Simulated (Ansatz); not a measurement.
Errors in the atomisation enthalpy at 298 K

6 molecules with two or more fluorines; the atomisation enthalpy at 298 K in kJ/mol, computed less measured. Shapes, held fixed at every level: PBE0-D4/def2-TZVP. Flexible molecules stand in one conformer, not always the lowest. Thermal terms are harmonic and unscaled (PBE0-D4/def2-TZVP); the spin-orbit lowering of the free atoms is taken from their spectra. Programs: Ansatz 0.2.0. Measured values: Active Thermochemical Tables, CRC Handbook of Chemistry and Physics, NIST-JANAF tables.

Levels: A = r2SCAN-D4/def2-TZVPP; B = r2SCAN0-D4/def2-TZVPP; C = B2PLYP/def2-TZVPP; D = MP2/def2-TZVPP.

```csv
molecule,from tabulated heats,A,B,C,D
CClF3 (SMILES FC(F)(F)Cl),1787,+26,-56,-33,+50
SF4 (sulfur tetrafluoride),1358,+38,-77,-34,+40
C2F3N (cyanotrifluoromethane),2640,+9,-112,-21,+66
SeF6 (selenium hexafluoride),1820,+89,-69,-13,+139
C2Cl2F4 (dichlorotetrafluoroethane),2931,+32,-95,-76,+61
C2H3F3 (SMILES CC(F)(F)F),3070,+25,-53,-29,+26
```

Q: Which level does best on this set, which worst, and which err to one side?

A: 
| level | kind | mean error | mean absolute error | worst case |
| --- | --- | --- | --- | --- |
| r2SCAN-D4/def2-TZVPP | meta-GGA | +36.5 | 36.5 | SeF6 |
| r2SCAN0-D4/def2-TZVPP | global hybrid | -77.0 | 77.0 | C2F3N |
| B2PLYP/def2-TZVPP | double hybrid | -34.3 | 34.3 | C2Cl2F4 |
| MP2/def2-TZVPP | perturbation theory | +63.7 | 63.7 | SeF6 |

On this set B2PLYP/def2-TZVPP has the smallest mean absolute error and r2SCAN0-D4/def2-TZVPP the largest. r2SCAN-D4/def2-TZVPP is too high in 6 of 6; r2SCAN0-D4/def2-TZVPP is too low in 6 of 6; B2PLYP/def2-TZVPP is too low in 6 of 6; MP2/def2-TZVPP is too high in 6 of 6. The heats of SF4, C2F3N, SeF6, C2H3F3 come from older tables and can be uncertain by 10 kJ/mol or more. Heats of the atoms come from ATcT where it has them. With so many references in doubt the order of the levels isn't settled. The tabulated value of C2Cl2F4 is in doubt (older tables, estimates, or at odds with other calculations) and kept here. Over the 5 molecules whose values aren't doubted the mean absolute errors are A 37.4; B 73.4; C 26.0; D 64.2. The smallest two are near a tie. Correlated wave functions converge slowly with the basis. Relativity is left out for Se. Outer-core shells of Se are correlated, in sets that cover them unevenly. The set is small.

Adding exact exchange to r2SCAN turns overbinding into underbinding for every molecule here. Semilocal exchange imitates part of the left-right correlation in a bond, and exact exchange removes that contribution without the correlation functional making up for it. The loss should matter most where bonds are multiple or many electron pairs crowd together, which probably explains why cyanotrifluoromethane goes from +9 to -112. The first of these errors is small enough that its sign isn't secure.

MP2 errs the other way, as expected when second-order theory exaggerates pair correlation in multiple bonds and among fluorine lone pairs. B2PLYP combines a large share of exact exchange with only part of that correlation, so its smaller errors probably owe much to cancellation. The +139 for SeF6 can't be read as a pure failure of MP2, since neglected scalar relativity and an unbalanced description of the selenium core could both add to the apparent binding. A larger basis would usually strengthen the computed binding, reducing B2PLYP's deficit but worsening MP2's excess.
